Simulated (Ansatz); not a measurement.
Ligand exchange: GaH2(CH3) + In(CH3)(NH2)2 → GaH2(NH2) + In(CH3)2(NH2)

Species: GaH2(CH3), singlet; In(CH3)(NH2)2, singlet; GaH2(NH2), singlet; In(CH3)2(NH2), singlet. The partners trade CH3 for NH2: Ga–CH3 and In–NH2 bonds give way to Ga–NH2 and In–CH3.

Shapes, held fixed at every level: PBE0-D4/def2-TZVP. Programs: Ansatz 0.2.0. Electronic energies: no zero-point or thermal term.

| level | kind | ΔE (kJ/mol) | less CCSD(T)/def2-TZVPP |
| --- | --- | --- | --- |
| HF/def2-SVP | Hartree–Fock | -43.6 | -2.5 |
| HF/def2-TZVPP | Hartree–Fock | -36.2 | +4.9 |
| SPW92/def2-TZVPP | LDA | -46.4 | -5.3 |
| PBE0-D4/def2-TZVPP | global hybrid | -38.8 | +2.3 |
| wB97M-V/def2-TZVPP | range-separated hybrid | -39.1 | +2.0 |
| wB97X-V/def2-TZVPP | range-separated hybrid | -38.4 | +2.7 |
| CCSD/def2-SVP | coupled cluster or CI | -48.8 | -7.7 |
| CCSD(T)/def2-TZVPP | coupled cluster or CI | -41.1 | 0.0 |

The highest level, CCSD(T)/def2-TZVPP, gives ΔE = -41.1 kJ/mol; the levels span -48.8 to -36.2. The column of differences is taken from that level and isn't an error. No measured value is set beside it here. For atoms past krypton def2 sets carry core potentials with scalar relativity. Relativity is left out for Ga. Outer-core shells of Ga, In are correlated in most correlated rows, in sets that cover them unevenly.

The exchange is downhill at every level, with CCSD(T)/def2-TZVPP giving -41.1 kJ/mol, so amide favours the gallium centre in this pairing. The likely reason is that the shorter Ga–N bond gains more than In–N from its polarity and from nitrogen lone-pair donation into the metal's empty p orbital, whereas the metal–carbon bonds have no comparable π component. The co-ligands probably help too: two amides compete for one acceptor orbital on indium, while GaH2(CH3) has no such donor until the exchange. The energy is therefore not a pure measure of gallium's preference over indium.

Hartree–Fock already recovers most of the driving force, and correlation adds modestly to it in either basis. The smaller basis exaggerates the exothermicity at Hartree–Fock level, which suggests that much of the offset of CCSD/def2-SVP comes from the basis rather than from missing triples. The preference need not carry over quantitatively to condensed phases, where such amides tend to associate through bridging nitrogen.
